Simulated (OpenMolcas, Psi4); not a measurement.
# A ladder of methods for CH2GeN (SMILES N#[C][GeH2])

CH2GeN has 5 atoms, charge 0, and is taken as a doublet. SMILES: `N#[C][GeH2]`. The coordinates come from a PBE0-D4/def2-TZVP relaxation.

```csv
atom,x (Å),y (Å),z (Å)
N,1.5907,-1.0293,1.2932
C,0.8384,-0.5359,0.5704
Ge,-0.3159,0.2414,-0.7401
H,-1.6589,-0.4980,-0.6959
H,-0.4043,1.7484,-0.4689
```

Quantity: the dipole moment, in D. The values are calculated.

| level | kind | program | value (D) | CPU time |
| --- | --- | --- | --- | --- |
| USVWN5/def2-SVPD | LDA | OpenMolcas | 3.84 | 32 s |
| U-revPBE/def2-SVPD | GGA | OpenMolcas | 3.66 | 48 s |
| UPBE/def2-SVPD | GGA | OpenMolcas | 3.70 | 46 s |
| UM06-L/def2-SVPD | meta-GGA | Psi4 | 3.89 | 69 s |
| UTPSS/def2-SVPD | meta-GGA | OpenMolcas | 3.68 | 67 s |
| UB3LYP/def2-SVPD | global hybrid | OpenMolcas | 3.83 | 49 s |
| UBHLYP/def2-SVPD | global hybrid | OpenMolcas | 3.94 | 46 s |
| UCAM-B3LYP/def2-SVPD | range-separated hybrid | Psi4 | 3.90 | 32 s |

All-electron rows without a relativistic Hamiltonian named are non-relativistic. The values span 3.66 to 3.94 D. Magnitudes only. Times are those of the runs behind each value, whatever else they computed, on shared processors of several kinds: orders of magnitude only.

The functionals agree on a strongly polar radical. This fits a germanium centre bonded to the more electronegative cyano group: the Ge–C bond is polarised towards carbon, and the C≡N unit adds a dipole in the same sense, with its negative end at nitrogen. The pyramidal germanium site, with its unpaired electron in an orbital of mixed s and p character, should also contribute, so the total isn't a direct measure of charge transfer across the Ge–C bond.

The dipole doesn't rise steadily up the ladder. The two GGAs and TPSS form the low group, and the hybrids lie above them, with BHLYP highest at 3.94 D. However, LDA at 3.84 D and M06-L at 3.89 D both exceed B3LYP at 3.83 D without any exact exchange. Among the global hybrids, the increase from B3LYP to BHLYP probably reflects a larger share of exact exchange favouring charge separation. The spread is small enough to support the polar picture, but agreement among functionals doesn't establish which value is most accurate.
